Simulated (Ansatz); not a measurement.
# Redistribution: SiH2(GeH3)(SiH3) + C2H8Si2 → GeSi3H10 + C2H6Si

Species: SiH2(GeH3)(SiH3), singlet; C2H8Si2 `C=C[SiH2][SiH3]`, singlet; GeSi3H10 `[SiH3][SiH2][SiH2][GeH3]`, singlet; C2H6Si (vinylsilane) `C=C[SiH3]`, singlet. The partners trade H for SiH3; both sit on Si, so the bond types are kept.

Shapes, held fixed at every level: PBE0-D4/def2-TZVP. Flexible molecules stand in one conformer, not always the lowest. Programs: Ansatz 0.2.0. The zero-point and thermal change to 298 K, harmonic and unscaled (PBE0-D4/def2-TZVP), is +0.6 kJ/mol.

| level | kind | ΔH(298 K) (kJ/mol) | less CCSD(T)/def2-TZVPP |
| --- | --- | --- | --- |
| wB97M-V/def2-TZVPP | range-separated hybrid | -7.2 | 0.0 |
| B2PLYP/def2-TZVPP | double hybrid | -4.9 | +2.3 |
| MP2/def2-SVP | perturbation theory | -9.0 | -1.8 |
| MP2/def2-TZVPP | perturbation theory | -8.2 | -1.0 |
| CCSD(T)/def2-SVP | coupled cluster or CI | -8.2 | -1.0 |
| CCSD/def2-SVP | coupled cluster or CI | -7.7 | -0.5 |
| CCSD(T)/def2-TZVPP | coupled cluster or CI | -7.2 | 0.0 |

The highest level, CCSD(T)/def2-TZVPP, gives ΔH(298 K) = -7.2 kJ/mol; the levels span -9.0 to -4.9. The column of differences is taken from that level and isn't an error. No measured value is set beside it here. Relativity is left out for Ge. Outer-core shells of Ge are correlated in most correlated rows, in sets that cover them unevenly.

Moving the silyl group from vinyldisilane to the germyl-substituted chain is mildly exothermic at every level, and the small thermal term of +0.6 kJ/mol shows that the preference is electronic. Since the bond types are conserved, the energy reflects next-neighbour effects rather than the strength of any one bond. Carbon and hydrogen are both more electronegative than silicon, so gathering them on one silicon, as in vinylsilane, probably favours the products through bond polarity. Attraction between groups one atom apart in the longer Si–Si–Si–Ge chain may add to this, and the table can't separate the two.

B2PLYP gives the weakest preference and MP2/def2-SVP the strongest, perhaps because they treat medium-range correlation differently. Enlarging the basis makes the reaction less exothermic with both MP2 and CCSD(T), so the match between wB97M-V and CCSD(T)/def2-TZVPP doesn't establish a converged value. The sign is well supported within this set, but an enthalpy this small doesn't show that redistribution would be selective in practice.
